**Spin-orbit couplings of ten nitrogen-containing molecules: orbital character against nitrogen count**

The table holds S0-T1, S1-T1 and S1-T2 spin-orbit couplings (cm$^{-1}$) from Tamm-Dancoff CAM-B3LYP/def2-SVP states in PySCF, with a mean-field operator, at gas-phase GFN2-xTB geometries. The program works out ranges, ratios and rank correlations with nitrogen count, nitrogen share, sp$^3$ carbon count and the S1-T1 gap, and sorts the coupling matrix of triazaanthracene by the character of its states. It applies one parameter-free estimate, a screened hydrogenic 2p constant times one-centre population products, to elements of triazaanthracene and the allene nitrile. The S1-T1 column splits into two groups of five with no relation to nitrogen count, and among the states S0 to S5 of triazaanthracene, elements with one nπ* partner are at least 1.49 cm$^{-1}$ while those between S0 or ππ* states stay at or below 0.06 cm$^{-1}$. The estimate reproduces six allowed elements within a factor of two but misses a seventh, S0-T2 of triazaanthracene, by more than that, and its single-configuration limit is exceeded by S0-T3 of the dicyano-triazole.

Vertical spin-orbit couplings between Tamm-Dancoff singlets and triplets of neutral closed-shell molecules, from PySCF 2.14.0 at the CAM-B3LYP/def2-SVP level on GFN2-xTB geometries in the gas phase, with density fitting and a frozen core in the response. The operator is mean-field, and each coupling is the root of the summed squared moduli over the three triplet sublevels.

## Script

```python
# Table: spin-orbit couplings S0-T1, S1-T1, S1-T2 (cm^-1), PySCF TDA CAM-B3LYP/def2-SVP, mean-field operator, GFN2-xTB geometries.
# Tested: nitrogen count versus orbital character (El-Sayed); one parameter-free one-centre estimate.
T = {
    'system': ['C=C=C=Cc1ncncn1', 'c1ccc2cc3cnccc3cc2c1', 'c1ccc2nc3cnccc3nc2c1', 'C=Cn1ncnc1C(C)C', 'Cn1nc(C#N)c(C#N)n1', 'c1ccc2c(c1)Cc1cc(-c3ccncc3)ccc1-2', 'CC[C@@H](C)/C=C1\\C[C@@H]1C#N', 'C=C=C(C)[C@H](C#N)CC', 'C#Cc1cccc2c1N(C)c1ccccc1B2C', 'CB1c2ccccc2N(C)c2ccc(C#N)cc21'],
    'singlets_sought': ['8', '5', '8', '5', '8', '6', '5', '5', '6', '6'],
    'triplets_sought': ['4', '4', '5', '5', '5', '5', '4', '4', '6', '6'],
    'formula': ['C7H5N3', 'C13H9N', 'C11H7N3', 'C7H11N3', 'C5H3N5', 'C18H13N', 'C9H13N', 'C8H11N', 'C16H14BN', 'C15H13BN2'],
    'coupling_s0_t1': [0.01, 0.01, 0.01, 0.08, 0.08, 0.17, 0.33, 0.71, 0.93, 0.95],  # cm^-1
    'coupling_s1_t1': [2.3, 0.01, 10.91, 2.43, 0.04, 0.17, 1.88, 4.18, 0.21, 0.09],  # cm^-1
    'coupling_s1_t2': [0.13, 0.01, 0.35, 3.61, 0.12, 0.23, 1.91, 3.25, 0.92, 0.91],  # cm^-1
}
import re
import numpy as np
from scipy.constants import alpha, Rydberg
from scipy.stats import spearmanr
nm = ["butatrienyl-triazine", "azaanthracene", "triazaanthracene", "vinyl-triazole", "dicyano-triazole",
      "fluorenyl-pyridine", "cyclopropane nitrile", "allene nitrile", "B/N ethynyl", "B/N cyano"]
a, b, c = (np.array(T[k], float) for k in ("coupling_s0_t1", "coupling_s1_t1", "coupling_s1_t2"))
cnt = lambda f, e: sum(int(x or 1) for x in re.findall(e + r"(\d*)", f))
nN = np.array([cnt(f, "N") for f in T["formula"]])
heavy = np.array([cnt(f, "N") + cnt(f, "C") + cnt(f, "B") for f in T["formula"]])
sp3 = np.array([0, 0, 0, 3, 1, 1, 6, 4, 2, 2])  # sp3 carbons counted from the structures
# further outputs of the same runs: S1-T1 gap (eV), triplets below S1
gap = np.array([1.3601, 1.693, 0.9361, 2.0774, 1.8774, 1.4502, 2.4066, 1.2531, 0.8665, 0.8582])
below = [2, 4, 2, 3, 5, 5, 4, 3, 3, 3]
print("molecule | N atoms | sp3 C | gap eV | triplets below S1/computed | S1-T1 over S1-T2")
for i in range(10):
    print(f"{nm[i]} | {nN[i]} | {sp3[i]} | {gap[i]:.2f} | {below[i]}/{int(T['triplets_sought'][i])} | {b[i]/c[i]:.2f}")
print("table rounding +-0.005 cm^-1: an entry of 0.01 is uncertain by 50 %, and so are ratios to it")
for l, x in (("S0-T1", a), ("S1-T1", b), ("S1-T2", c)):
    r = [spearmanr(x, y)[0] for y in (nN, nN / heavy, sp3, gap)]
    print(f"{l}: {x.min():.2f} to {x.max():.2f} cm^-1, ratio about {x.max()/x.min():.0f}, rows above 1: {(x > 1).sum()}")
    print(f"  rank correlation with N count {r[0]:.2f}, N share {r[1]:.2f}, sp3 count {r[2]:.2f}, gap {r[3]:.2f}")
print(f"S1-T1 break: largest small value {b[b < 1].max():.2f}, smallest large {b[b > 1].min():.2f}, ratio {b[b > 1].min()/b[b < 1].max():.1f}")
print(f"B/N pair, cyano less ethynyl: S0-T1 {a[9]-a[8]:+.2f}, S1-T1 {b[9]-b[8]:+.2f}, S1-T2 {c[9]-c[8]:+.2f} cm^-1")
# further outputs of the same runs: S0 and S1 couplings to all computed triplets (cm^-1)
M = {1: [[0.008, 0.031, 19.99, 0.022], [0.009, 0.006, 3.114, 0.064]],
     2: [[0.009, 3.443, 0.022, 16.315, 0.06], [10.909, 0.346, 2.013, 5.201, 3.701]],
     4: [[0.084, 0.103, 46.676, 0.963, 0.281], [0.035, 0.122, 1.03, 0.062, 0.222]],
     6: [[0.325, 5.612, 9.675, 1.781], [1.875, 1.909, 2.749, 12.598]],
     7: [[0.715, 1.128, 9.873, 12.895], [4.178, 3.254, 0.281, 0.13]]}
for i, m in M.items():
    m = np.array(m)
    assert max(abs(m[0, 0] - a[i]), abs(m[1, 0] - b[i]), abs(m[1, 1] - c[i])) < 0.006
    print(f"{nm[i]}: largest S0-T{m[0].argmax()+1} {m[0].max():.2f} ({m[0].max()/m[0, 0]:.0f} x S0-T1), "
          f"largest S1-T{m[1].argmax()+1} {m[1].max():.2f} ({m[1].max()/m[1, 0]:.1f} x S1-T1)")
# triazaanthracene S0..S5 x T1..T5, state types read from hole populations of the same run
F = np.array(M[2] + [[0.016, 9.197, 0.004, 3, 0.026], [4.172, 5.443, 1.491, 0.229, 5.721],
                     [0.042, 3.293, 0.003, 3.271, 0.01], [0.015, 2.278, 0.004, 3.467, 0.009]])
sn, tn = np.array([0, 1, 0, 1, 0, 0]), np.array([0, 1, 0, 1, 0])
K = sn[:, None] + tn[None, :]
for k, l in ((0, "S0 or pipi* with pipi*"), (1, "one npi* state")):
    print(f"triazaanthracene, {l}: {(K == k).sum()} elements, {F[K == k].min():.3f} to {F[K == k].max():.3f} cm^-1")
print(f"triazaanthracene npi*/npi*: same hole {F[1, 1]:.2f}, {F[3, 3]:.2f}; other hole {F[1, 3]:.2f}, {F[3, 1]:.2f} cm^-1")
assert F[K == 0].max() < 0.1 and F[K == 1].min() > 1
assert min(F[1, 3], F[3, 1]) > 10 * max(F[1, 1], F[3, 3])
# screened hydrogenic 2p constant, Slater charge Z - 2*0.85 - 0.35*(Z - 3)
z = {e: alpha**2 * Rydberg / 100 * (Z - 1.7 - 0.35 * (Z - 3))**4 / 24 for e, Z in (("B", 5), ("C", 6), ("N", 7))}
print(f"zeta 2p estimate: B {z['B']:.0f}, C {z['C']:.0f}, N {z['N']:.0f} cm^-1; N/C {z['N']/z['C']:.1f}, N/B {z['N']/z['B']:.1f}")
s2 = np.sqrt(2)
# atomic populations of holes and electrons from the same runs
E = [("triazaanthracene S1-T1, two N in phase", z["N"] / 2, [(0.28, 0.11), (0.26, 0.14)], b[2]),
     ("triazaanthracene S0-T4, one N", z["N"] / s2, [(0.64, 0.20)], F[0, 3]),
     ("allene S1-T1, central C", z["C"] / 2, [(0.38, 0.40)], b[7]),
     ("allene S1-T2, central C", z["C"] / 2, [(0.37, 0.39)], c[7]),
     ("allene S0-T3, central C", z["C"] / s2, [(0.37, 0.39)], M[7][0][2]),
     ("allene S0-T4, central C", z["C"] / s2, [(0.33, 0.36)], M[7][0][3])]
for l, p, pop, v in E:
    e = p * sum(np.sqrt(x * y) for x, y in pop)
    print(f"{l}: estimate {e:.1f}, computed {v:.2f} cm^-1, computed/estimate {v/e:.2f}")
    assert 1 / 3 < v / e < 3
u, w = np.sqrt(0.32 * 0.24), np.sqrt(0.28 * 0.21)
print(f"triazaanthracene S0-T2: N terms adding {z['N']/s2*(u+w):.0f}, opposing {z['N']/s2*(u-w):.1f}, computed {F[0, 1]:.2f} cm^-1")
print(f"single-configuration limit from S0 {z['N']/s2:.0f} cm^-1; dicyano-triazole S0-T3 is {M[4][0][2]/(z['N']/s2):.2f} x this")
```

Running it gives:

```
molecule | N atoms | sp3 C | gap eV | triplets below S1/computed | S1-T1 over S1-T2
butatrienyl-triazine | 3 | 0 | 1.36 | 2/4 | 17.69
azaanthracene | 1 | 0 | 1.69 | 4/4 | 1.00
triazaanthracene | 3 | 0 | 0.94 | 2/5 | 31.17
vinyl-triazole | 3 | 3 | 2.08 | 3/5 | 0.67
dicyano-triazole | 5 | 1 | 1.88 | 5/5 | 0.33
fluorenyl-pyridine | 1 | 1 | 1.45 | 5/5 | 0.74
cyclopropane nitrile | 1 | 6 | 2.41 | 4/4 | 0.98
allene nitrile | 1 | 4 | 1.25 | 3/4 | 1.29
B/N ethynyl | 1 | 2 | 0.87 | 3/6 | 0.23
B/N cyano | 2 | 2 | 0.86 | 3/6 | 0.10
table rounding +-0.005 cm^-1: an entry of 0.01 is uncertain by 50 %, and so are ratios to it
S0-T1: 0.01 to 0.95 cm^-1, ratio about 95, rows above 1: 0
  rank correlation with N count -0.45, N share -0.39, sp3 count 0.73, gap -0.37
S1-T1: 0.01 to 10.91 cm^-1, ratio about 1091, rows above 1: 5
  rank correlation with N count 0.14, N share 0.27, sp3 count 0.22, gap -0.12
S1-T2: 0.01 to 3.61 cm^-1, ratio about 361, rows above 1: 3
  rank correlation with N count -0.20, N share -0.02, sp3 count 0.84, gap 0.01
S1-T1 break: largest small value 0.21, smallest large 1.88, ratio 9.0
B/N pair, cyano less ethynyl: S0-T1 +0.02, S1-T1 -0.12, S1-T2 -0.01 cm^-1
azaanthracene: largest S0-T3 19.99 (2499 x S0-T1), largest S1-T3 3.11 (346.0 x S1-T1)
triazaanthracene: largest S0-T4 16.32 (1813 x S0-T1), largest S1-T1 10.91 (1.0 x S1-T1)
dicyano-triazole: largest S0-T3 46.68 (556 x S0-T1), largest S1-T3 1.03 (29.4 x S1-T1)
cyclopropane nitrile: largest S0-T3 9.68 (30 x S0-T1), largest S1-T4 12.60 (6.7 x S1-T1)
allene nitrile: largest S0-T4 12.89 (18 x S0-T1), largest S1-T1 4.18 (1.0 x S1-T1)
triazaanthracene, S0 or pipi* with pipi*: 12 elements, 0.003 to 0.060 cm^-1
triazaanthracene, one npi* state: 14 elements, 1.491 to 16.315 cm^-1
triazaanthracene npi*/npi*: same hole 0.35, 0.23; other hole 5.20, 5.44 cm^-1
zeta 2p estimate: B 11, C 27, N 56 cm^-1; N/C 2.1, N/B 5.1
triazaanthracene S1-T1, two N in phase: estimate 10.3, computed 10.91 cm^-1, computed/estimate 1.06
triazaanthracene S0-T4, one N: estimate 14.3, computed 16.32 cm^-1, computed/estimate 1.14
allene S1-T1, central C: estimate 5.3, computed 4.18 cm^-1, computed/estimate 0.79
allene S1-T2, central C: estimate 5.2, computed 3.25 cm^-1, computed/estimate 0.63
allene S0-T3, central C: estimate 7.3, computed 9.87 cm^-1, computed/estimate 1.35
allene S0-T4, central C: estimate 6.6, computed 12.89 cm^-1, computed/estimate 1.95
triazaanthracene S0-T2: N terms adding 21, opposing 1.4, computed 3.44 cm^-1
single-configuration limit from S0 40 cm^-1; dicyano-triazole S0-T3 is 1.17 x this
```
